## Why does stretching this layered nitride open its gap in some directions and close it in others?

I want to estimate what happens to the band gap of CaZrN₂ when a film is strained by its substrate. My first idea was that the gap would simply follow the volume, so I compared several kinds of strain.

CaZrN₂ in an ordered rocksalt structure (R-3m, a = 3.310, c = 16.791 Å), computed with Ansatz 0.2.0 (r2SCAN, plane-wave PAW, 500 eV cutoff, 10×10×10 k mesh, no spin polarisation). Changes are from the relaxed unstrained cell; atoms relax in every strained cell, as does the z length in epitaxial rows, while uniaxial strain holds the sides. Shear is the engineering angle, and positive pressure means compression.

| strain kind | strain (%) | band gap (eV) | band gap change (eV) | least direct gap change (eV) | pressure change (GPa) |
| --- | --- | --- | --- | --- | --- |
| epitaxial xy | -0.5 | 0.803 | -0.026 | -0.037 | 1.50 |
| epitaxial xy | 0.5 | 0.853 | 0.023 | 0.029 | -1.44 |
| epitaxial xy | 2.5 | 0.931 | 0.101 | 0.004 | -6.69 |
| hydrostatic | 0.5 | 0.851 | 0.022 | 0.032 | -2.55 |
| hydrostatic | 1 | 0.872 | 0.043 | 0.063 | -4.92 |
| shear xy | -2.5 | 0.730 | -0.099 | -0.052 | 0.07 |
| uniaxial x | 1 | 0.811 | -0.018 | 0.010 | -1.76 |
| uniaxial z | -2.5 | 0.827 | -0.002 | -0.079 | 4.40 |

Hydrostatic and epitaxial stretching both open the gap. But stretching along x alone makes the cell larger and the gap smaller, and shear closes the gap most of all with hardly any change in pressure. Squeezing the cell by 2.5 % along z does almost nothing to the gap. On top of that, the least direct gap grows at small epitaxial strain and has lost nearly all of that gain at 2.5 %. Is there one explanation, or are these separate accidents?

### Answer

Most of the pattern follows from two questions that are more useful than "what happens to the volume?". Does the strain change the area of the atomic layers? And does it keep the threefold axis that stands upright on them? A larger area opens the gap, while a loss of the threefold symmetry closes it.

**Area matters, volume does not**

The crystal is a rocksalt-like stack in which layers of calcium and zirconium alternate along z, with nitrogen between them. Directions within the layers and the direction across them therefore need not act alike. The cleanest comparison is between the hydrostatic and the epitaxial row at +0.5 %. Both stretch the layers equally, but the epitaxial cell is free to shrink along z, so its volume grows only about half as much. The gap nevertheless opens by almost the same amount, 0.022 and 0.023 eV.

The uniaxial z row is the opposite limit: the volume changes and the area does not. If volume were in charge, the hydrostatic rows would lead us to expect a loss of 0.036 eV for this squeeze. The calculation gives a loss of 0.002 eV. The gap thus hardly responds to the height alone, at least for this amount of squeezing. That need not mean that the band edges are insensitive: seen another way, the smaller volume closes the gap and the flatter shape opens it, and the two nearly cancel.

One possible reason lies in the zirconium layers. Formally Zr⁴⁺ has an empty 4d shell, which should supply the lowest conduction states. Zirconium atoms within a layer are 3.31 Å apart, whereas those in neighbouring zirconium layers are nearly 6 Å apart. If d orbitals overlap within a layer, their bonding combinations lie at the bottom of the conduction band, and pulling the atoms apart weakens the bonding and raises that bottom. The nitrogen layers offer a second reason. Neighbouring nitrogen atoms within a layer are also 3.31 Å apart. If the valence top consists of p orbitals that lie in the layer and push against each other, a stretch lowers that top. Both are chemical arguments; the gaps alone do not tell how much each contributes.

**A small linear model**

For small strains that keep the threefold axis, symmetry leaves only two independent ways to deform the cell: change the layer area or change the height. The gap change is then

$$\Delta E_g = a\,(\varepsilon_{xx}+\varepsilon_{yy}) + b\,\varepsilon_{zz},$$

where $\varepsilon_{xx}$, $\varepsilon_{yy}$ and $\varepsilon_{zz}$ are the relative changes of length along the three axes. I obtained $a$ and $b$ by least squares from the two hydrostatic rows and the epitaxial rows at ±0.5 %. In practical terms, stretching both in-plane directions by 1 % at fixed height opens the gap by about 47 meV, while stretching the height alone by 1 % changes it by about −4 meV.

The second coefficient is small and poorly determined. For the uniaxial z row, which was not used in the fit, the model gives a slight opening where the calculation has a slight closing. The safe conclusion is that the response to height is weak, not that it has a particular sign.

**Why shear closes the gap**

Shear within the layers is the limiting case in which neither area nor height changes to first order. The model above predicts no effect, yet the gap falls by 0.099 eV. Moreover, a shear of the opposite sign produces the mirror image of the same crystal and must give the same gap. A single isolated band edge would therefore respond only with the square of a small shear.

The way out is that neither band edge need be a single isolated level. The conduction band has not one lowest point but three. In the unstrained crystal they lie at equivalent points of the Brillouin zone, called F, which the threefold axis turns into one another. A strain that breaks this axis makes the three valleys unequal: to first order their average stays put, while at least one moves down. The gap is measured to the lowest valley, so splitting them closes it whichever way the crystal is sheared.

The calculation bears out this picture. Under uniaxial x strain the lowest conduction state sits in one of the three formerly equivalent valleys, and under shear it sits in another. The valence band takes part too, and under shear it does more of the work. Its top, at the zone centre Γ, rises by 0.066 eV in the shear row, while the lowest conduction valley sinks by 0.034 eV. The two shifts can be compared because a small shear leaves the common zero of energy unchanged to first order. Such a rise is expected if two levels coincide at Γ in the unstrained crystal, as the threefold axis allows, and the strain pulls them apart: the gap is measured from the upper one.

**One estimate worked through**

Uniaxial x strain does two things at once: it enlarges the layers and it breaks the threefold axis. For a 1 % stretch the area term gives an opening of 0.024 eV, but the calculation shows a closing of 0.018 eV. Splitting must therefore have cost the sum of the two, about 0.042 eV. Divided by the distortion of 0.01, this is a splitting coefficient of about 4.2 eV.

The shear row has a distortion of 0.025 and no area term. If the same coefficient applies, it gives

$$\Delta E_g \approx -4.2\ \text{eV}\times 0.025 \approx -0.10\ \text{eV},$$

in good agreement with the calculated −0.099 eV. The shear row played no part in finding the coefficient. Keeping the coefficient unchanged is right to first order if the loss comes from a split valence top. For the three valleys, shear moves one down and one up and leaves the third, so the lowest falls only about 0.87 times as far as under an equal uniaxial distortion. Valleys alone would then give about −0.09 eV, which is still close. The row that looks most irregular thus follows from the one that looked merely odd.

The size of the effect also supports the splitting picture. The shear distortion is 2.5 times that of the uniaxial row, and the loss caused by splitting is about 2.4 times as large. Isolated band edges, responding with the square of the distortion, would have given a factor of about 6. The valleys at F alone would give a ratio of about 2.2, and a split valence top at Γ alone would give 2.5. These are too close for the ratio to tell how the loss is shared. The shifts of the band edges under shear do tell: about two thirds comes from the valence top and one third from the valleys.

**What happens at large epitaxial strain**

At 2.5 % epitaxial strain the gap still opens, but the linear model overestimates the gain by about a fifth of the calculated value. That is a modest bend, as can happen when a small-strain law is stretched to five times the strain. The least direct gap behaves far more strangely. Five times its gain at +0.5 % would be 0.145 eV, and the calculation gives 0.004 eV.

The two gaps can be compared because here both end on the same conduction state at F. They differ only in where they start: the indirect gap starts from the valence top at Γ, the direct gap from the highest valence level at F. Their difference is therefore the depth of that F level below Γ. It is 0.65 eV at +0.5 % epitaxial strain and only 0.55 eV at +2.5 %. The valence level at F has moved up relative to Γ and eaten most of the expected gain in the direct gap.

The same thing happens in the uniaxial z row, where the depth falls to 0.57 eV. That cell is squeezed and the epitaxial one is stretched, but both are flattened: their height has shrunk relative to their width. Hydrostatic expansion by 1 % keeps the proportions, and there the depth grows slightly instead. So strong flattening, rather than expansion or compression, is what goes with the rise. The slight flattening at +0.5 % epitaxial strain does not show it yet: there the depth is 0.651 eV, against 0.645 eV without strain. A different valence level may become the highest one at F as the cell flattens, but that was not traced. My guess is that nitrogen p orbitals pointing along z are pushed up when the cell is flattened, but the energies alone do not identify them.

This also explains why the uniaxial z row looks so calm in one column and not in the other. The indirect gap hardly moves, while the least direct gap drops by 0.079 eV. If you care about the onset of direct absorption, the direct gap is the one to watch, and strong flattening holds it down. Whether symmetry allows the transition at F was not checked.

**What this means for a film**

A substrate that stretches both in-plane directions equally opens the indirect gap, and one that compresses them equally closes it. Unequal stretching sets the two effects against each other. Suppose the film is stretched along x, and along y by a fraction $r$ of that amount. Neglecting the weak height term, opening and closing balance when

$$2.4\,(1+r)=4.2\,(1-r),\qquad r\approx 0.3.$$

If the y direction is stretched by more than about 0.3 of the x strain, the gap should open; with less, it should close. This is an interpolation between the uniaxial x and the epitaxial rows, meant for strains of about 1 %. It also depends on direction: x runs along a row of neighbouring zirconium atoms, and with the larger stretch along y the valleys would split differently and shift the balance. There is no such balance when both directions are compressed: the smaller area and the splitting then both close the gap.

Two cautions concern the material itself. The r2SCAN functional usually underestimates band gaps, so the unstrained value of about 0.83 eV is better used as a reference for changes than as a predicted absorption edge. The ordered crystal is also a model structure that need not be the stable phase, its stability against vibrations was not tested, and a real film with mixed cation layers would lack the clean symmetry on which the argument rests. The atoms were allowed to relax in each strained cell, so the coefficients describe a crystal that has had time to settle.

**How a neighbouring series would differ**

Silicon makes a useful comparison. It too has several equivalent conduction valleys, and at its valence top several levels coincide. Stretching it along a cube axis splits both and narrows the gap, for the same reason as here. A crystal of the same symmetry as this one, but whose two band edges are both single levels at Γ, would behave differently: a small shear that keeps area and height would barely touch its gap. To guess the trend in another material, first count the equivalent band edges, then ask whether the strain still treats them alike.
